Question: What sets the most positive spot on these molecules?

I have density-functional results for seven small molecules and am trying to understand the column "surface potential max". It is the highest electrostatic potential on the surface where the electron density has fallen to 0.001 atomic units, so it marks the place that most attracts the lone pair of an approaching donor.

PySCF 2.14.0, B3LYP/cc-pVTZ single-point calculations on seven neutral molecules at GFN2-xTB geometries. The surface potential maximum is the highest electrostatic potential on the 0.001 a.u. electron-density surface.

```
            system  spin multiplicity   formula  lumo (eV)  dipole moment (debye)  surface potential max (V)
C[CH2][Al]([F])[F]                  1  C2H5AlF2     -0.878                  2.366                      3.084
        BP[SiH2]Cl                  1  BClH5PSi     -2.104                  1.436                      1.334
          BC(=C)Br                  1   C2H4BBr     -2.756                  1.927                      1.194
              O3P4                  1      O3P4     -1.967                  0.757                      1.734
     [GeH2]=[GeH2]                  1     Ge2H4     -3.206                  1.349                      2.249
  [NH][SiH2]C(N)=O                  2  CH5N2OSi     -3.880                  2.246                      1.789
              H4P4                  1      H4P4     -1.513                  1.003                      0.732
```

My first idea was the LUMO, the lowest empty orbital: the lower it lies, the more readily the molecule should take electrons, and the more positive its surface should be. Ge2H4 and H4P4 seem to agree, but ethylaluminium difluoride, the first row, doesn't. Should I look at the dipole moment instead, or at the atomic charges?

Answer:

The aluminium compound is no mere outlier to your LUMO rule, because it suggests why the rule fails. It has the highest LUMO of the table, at −0.88 eV, and also the largest potential maximum, 3.08 V. Aluminium gives up electrons easily, which leaves it strongly positive next to fluorine. For the same reason its empty orbitals can be expected to lie high in energy, and the LUMO is probably one of them. One property of the atom would then raise both the LUMO and the potential, whereas your rule needs them to move in opposite directions.

The rule tempts because part of the table supports it. Set aside the aluminium compound, and also the aminyl radical (the row with spin multiplicity 2, its unpaired electron mainly on the NH nitrogen), whose open shell has separate levels for the two spins. Of the five molecules left, Ge2H4 has the lowest LUMO and the largest maximum, and H4P4 has the highest LUMO and the smallest maximum. Even here BC(=C)Br breaks the order, with the second-lowest LUMO but the second-smallest maximum.

The dipole moment does little better, since it is a sum over the whole molecule in which opposite contributions cancel. A point on the surface feels mostly the atoms close to it. O3P4 has the smallest dipole moment of the table, 0.76 D, yet its maximum is 0.54 V higher than that of BC(=C)Br, whose dipole moment is 1.93 D.

Atomic charges are a more local measure. Give each atom i its net Hirshfeld charge qᵢ, in units of the elementary charge, and let rᵢ be its distance in Å from the point where the computed maximum lies. Coulomb's law then gives

V(charges) = 14.4 × Σ qᵢ/rᵢ volts

The aluminium compound shows what this sum does. Aluminium carries +0.70 and is 1.80 Å from the maximum. The two fluorines carry about −0.30 each at 2.3 to 2.4 Å, the two carbons −0.19 and −0.11 at 2.9 and 3.6 Å, and the five hydrogens about +0.04 each at 2.8 to 4.5 Å. In that order the contributions are

V(charges) = 5.6 − 3.6 − 1.4 + 0.8 = 1.4 volts

Most of the effect of the large aluminium charge is thus cancelled by its neighbours. A single atomic charge can therefore mislead: what counts is the charge of the site together with the charges around it. In O3P4 the phosphorus with the largest charge, +0.37, isn't even one of those next to the maximum.

Applied to all seven molecules, the sum puts them in nearly the right order; only Ge2H4 and the aminyl radical change places. A straight line through the seven maxima, fitted by least squares against V(charges), predicts a molecule left out of the fit with a typical error of 0.35 V. The same procedure with the dipole moment gives 0.91 V, while the maxima themselves span 2.35 V. This favours the charges as the better guide to the order. It is not an independent test, because charges and potential come from the same electron density.

The size is another matter. The Coulomb sum, which has no adjustable constant, falls short in every row, by 0.74 V at the least and 1.72 V at the most. For the aluminium compound it gives less than half of the computed 3.08 V. Something other than net charge must supply the rest.

H4P4 shows this most plainly. None of its atoms carries a charge beyond 0.03 in either direction, and at the maximum their contributions add up to practically zero. The computed maximum is nevertheless 0.73 V. A small part of it comes from the outermost electrons: even a neutral, spherical atom has a slightly positive potential at this surface, because some of its electrons lie further out and no longer screen the nucleus there. For a density that decays exponentially, Poisson's equation puts this at about one or two tenths of a volt.

What remains is the shape of the density around each atom. An atom can be neutral as a whole and still have too few electrons on one side and too many on another. The thin side is called a hole: a π-hole where an empty p orbital points outwards, a σ-hole where the atom faces away from a bond that has drawn its electrons inwards.

The simplest example is the chlorine molecule, Cl2. Its two atoms are equivalent and therefore have no net charge, yet the surface is positive at both ends, on the continuation of the bond. The comparison with H4P4 holds for this one point, that a neutral atom can have a positive side. It does not give the height of the maximum, nor does it cover π-holes.

The positions of three of the maxima fit this picture well. In the aluminium compound and in BC(=C)Br they lie above and below the plane of the bonds at aluminium and boron, where the empty p orbital is. In BP[SiH2]Cl the nearest atom is a hydrogen with almost no charge, which looks puzzling at first. But the point also lies on the far side of silicon from chlorine, within about 4° of the continued Cl–Si line, and that is where a σ-hole on silicon belongs. H4P4 is less clear: its maximum lies beside both phosphorus and hydrogen atoms, well off the continuation of any single bond, so it can't be assigned to one simple hole.

Charge and shape are therefore not competing answers. The charges give most of the order, and the shape gives much of the height: what the charges leave over is about half of the maximum in the aminyl radical and practically all of it in H4P4. The exact division depends on how the density is shared out among the atoms. Hirshfeld charges are usually small, and a scheme with larger charges could divide the same potential quite differently.

The aminyl radical is where the fitted line does worst, predicting a maximum 0.40 V too high. Its most positive spot is on a hydrogen bound to nitrogen, closer to the nearest nucleus than the maximum of any other row. At such short range a small charge counts for a lot: the +0.15 on this hydrogen alone contributes 1.7 V. The line also assumes that the part left to shape grows along with the part from charge, and here it is smaller than that.

To judge a similar molecule, first look for an atom that loses electrons to its partners. Then ask whether it has an open side, either an empty p orbital or the back of a polar bond. Finally, check how close the negative neighbours come to that side. Aluminium with two fluorines does well on the first two counts, and so has the largest maximum in spite of the strong cancellation. Boron in BC(=C)Br has the open side but little charge, and ends up near the bottom.

Your table mixes several kinds of site, which is probably why no simple label orders it. In a series such as CF3Cl, CF3Br, CF3I the site stays the same, the end of the halogen opposite carbon. The halogen becomes easier to polarise and less electronegative down the group, so charge and shape change in the same direction and the hole grows steadily. There even a crude descriptor would look convincing.

Two cautions apply if you want to use the column to rank Lewis acids. The potential measures the attraction felt by a distant or weakly bound donor, whereas a real bond also depends on orbital overlap and on the cost of bending the acid. The values also belong to single molecules in the structures computed here. Organoaluminium halides commonly associate through bridges that occupy the open site, and this Ge2H4 is an unsymmetrical form with one hydrogen leaning towards the other germanium, not the familiar trans-bent digermene. Its structure comes from the fast tight-binding method GFN2-xTB and wasn't relaxed with the density functional, so give that row less weight.
